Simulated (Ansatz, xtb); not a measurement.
Relative energy of two isomers of C3H6BBrO2

Structure a: `C/C=C(/Br)B(O)O`, a singlet. Structure b: `C=C(Br)CB(O)O`, a singlet. Both are isolated molecules in the gas phase, relaxed with B3LYP/def2-SVP; the shapes shown needn't be the lowest conformers.

a (Å):

```csv
atom,x (Å),y (Å),z (Å)
C,-0.2681,-0.4558,-2.0488
C,0.3171,0.1766,-0.8215
C,0.8638,-0.4632,0.2263
B,1.0588,-2.0091,0.4971
Br,1.5386,0.6585,1.6765
O,1.6273,-2.4785,1.6390
O,0.6441,-2.9080,-0.4422
H,0.2606,-0.0887,-2.9463
H,-1.3211,-0.1432,-2.1635
H,-0.2190,-1.5499,-2.0271
H,0.2839,1.2731,-0.7993
H,1.8879,-1.7657,2.2422
H,0.8175,-3.8158,-0.1574
```

b (Å):

```
atom    x (Å)    y (Å)    z (Å)
   C   1.5393  -0.2506   3.0583
   C   1.1248   0.4194   1.9823
   C   0.6536  -0.1426   0.6769
   B  -0.8985   0.0370   0.3262
  Br   1.0934   2.3615   2.0799
   O  -1.4839  -0.9709  -0.3779
   O  -1.6482   1.1227   0.6573
   H   1.8474   0.2451   3.9798
   H   1.5758  -1.3438   3.0242
   H   1.2266   0.3158  -0.1516
   H   0.8864  -1.2197   0.6559
   H  -2.4088  -0.7732  -0.5813
   H  -1.1563   1.8053   1.1383
```

**Question.** Which of the two would you expect CCSD(T)/def2-SVP + ΔMP2/def2-TZVPP electronic energies to favour?

**Answer.** Structure a; the calculation gives E(b) − E(a) = +8.4 kJ/mol.

Level by level:

```csv
level,geometry,E(b) − E(a) (kJ/mol),departure from the last row (kJ/mol),"job, with rough time for the two"
GFN2-xTB,GFN2-xTB,+10.7,+2.3,"optimisation, 0.48 s"
HF/STO-3G,GFN2-xTB,+24.8,+16.4,"single point, 0.46 s"
r2SCAN-D4/def2-SVP,GFN2-xTB,+13.9,+5.5,"single point, 4.3 s"
B3LYP/def2-SVP,B3LYP/def2-SVP,+13.6,+5.2,"optimisation, 62 s"
HF/def2-SVP,B3LYP/def2-SVP,+14.1,+5.7,part of the CCSD(T) run
MP2/def2-SVP,B3LYP/def2-SVP,+8.3,−0.1,part of the CCSD(T) run
CCSD(T)/def2-SVP,B3LYP/def2-SVP,+10.3,+1.9,single point
CCSD(T)/def2-SVP + ΔMP2/def2-TZVPP,B3LYP/def2-SVP,+8.4,,"single point, 2 min"
```

As drawn, both hold the same kinds of bond in the same numbers. Structure a has 1 methyl group, b 0.

The levels shown agree on the order. The largest departure from CCSD(T)/def2-SVP + ΔMP2/def2-TZVPP is that of HF/STO-3G, 16.4 kJ/mol. The last row adds to CCSD(T) the change of the MP2 difference between the two basis sets, here −1.9 kJ/mol.

With thermal terms from frequencies at re-optimised GFN2-xTB minima (ideal gas, soft modes damped towards free rotors, one conformer each, 298.15 K, 1 atm): the zero-point term adds −0.7 kJ/mol; ΔH is +6.9 and ΔG +7.8 kJ/mol.

The correlated steps freeze 15 core orbitals; the filled d shell of Br is correlated, in a basis made for valence electrons. Codes used: Ansatz 0.2.0, xtb 6.7.1; the last row on 4 threads of Arm Neoverse V1 on a shared host.

The preference for a, the alkenylboronic acid, is modest and survives the thermal terms, with ΔG at +7.8 kJ/mol. Its C=C π system lies in conjugation with the formally empty boron p orbital, which normally stabilises an alkene. In b the CH2 group interrupts that conjugation.

The gap probably stays small because the hydroxyl oxygens already donate into boron, leaving it a weak π acceptor, and because b has compensations of its own. Its C–B bond stands roughly perpendicular to the alkene plane, well placed for hyperconjugation with π*. Both structures also have an O–H···Br contact, but the one in b is closer to linear, while in a the methyl group sits on the same side as the boronic acid and crowds an oxygen. The preference therefore looks like a balance of several small effects rather than a measure of conjugation alone. The other alkene stereoisomer of a was not computed, so these numbers don't settle its place.
